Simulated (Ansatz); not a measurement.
## Calibrating B2PLYP/def2-TZVPP on molecular compounds of Y

The vertical ionisation energy (cation less neutral) in eV of 6 molecular compounds of Y: x at B2PLYP/def2-TZVPP, y at CCSD(T)/def2-TZVPP. Shapes, held fixed at every level: PBE0-D4/def2-TZVP. Flexible molecules stand in one conformer, not always the lowest. Programs: Ansatz 0.2.0.

| molecule | x (eV) | y (eV) |
| --- | --- | --- |
| C2H8NO2Y (SMILES C[N](C)[Y]([OH])[OH]) | 7.54 | 7.58 |
| YSi2NH8O2 (SMILES [NH2][Y]([O][SiH3])[O][SiH3]) | 9.26 | 9.25 |
| C3H9O3Y (SMILES C[O][Y]([O]C)[O]C) | 9.34 | ? |
| Y(NH2)F2 | 9.56 | 9.53 |
| C2H6ClO2Y (SMILES C[O][Y]([Cl])[O]C) | 9.97 | 10.10 |
| Y(OH)2F | 11.14 | 11.13 |

Question: Fit y = c + s·x to the known rows and predict y for C3H9O3Y.

Answer: 
1. Means of the 5 rows: x = 9.4940, y = 9.518.
2. Σ(Δx)² = 6.8131, Σ(Δx·Δy) = 6.7807, so the slope is 6.7807/6.8131 = 0.99524.
3. Intercept: 9.518 − (0.99524) × 9.4940 = 0.069. The largest residual of the fit is 0.11.
4. C3H9O3Y: 0.069 + 0.99524 × 9.34 = 9.36 eV.

CCSD(T)/def2-TZVPP gives 9.53 eV, so the prediction is off by -0.17 eV, more than the largest residual. Uncorrected, B2PLYP/def2-TZVPP misses it by -0.19 eV, and the other rows by 0.04 on average. The line removes about 10 % of this miss. Left out in turn, the other rows are missed by 0.07 eV on average, worse than no correction. Cations run unrestricted. For atoms past krypton def2 sets carry core potentials with scalar relativity. Outer-core shells of Y are correlated, in sets that cover them unevenly.

The fitted line is almost the identity, so B2PLYP has no uniform offset here for a calibration to remove. The error instead seems to follow the ligand: the two methoxides are the only clear misses, both too low, while the amides and Y(OH)2F agree closely with CCSD(T). With yttrium formally trivalent and its 4d shell empty, the electron most likely leaves a ligand lone pair. Nitrogen holds its lone pair less tightly than oxygen, and methyl groups raise it further, which fits the low value for the dimethylamide. Y(NH2)F2 shows that nitrogen alone does not set the order, since its fluorides make the metal more electron-withdrawing and its amide carries no methyl groups. The methoxide misses may reflect how the two methods describe a hole shared among close-lying oxygen levels, although Y(OH)2F, also with two like oxygen ligands, shows no such error. Two methoxides suggest a family-specific shift but cannot establish its size.
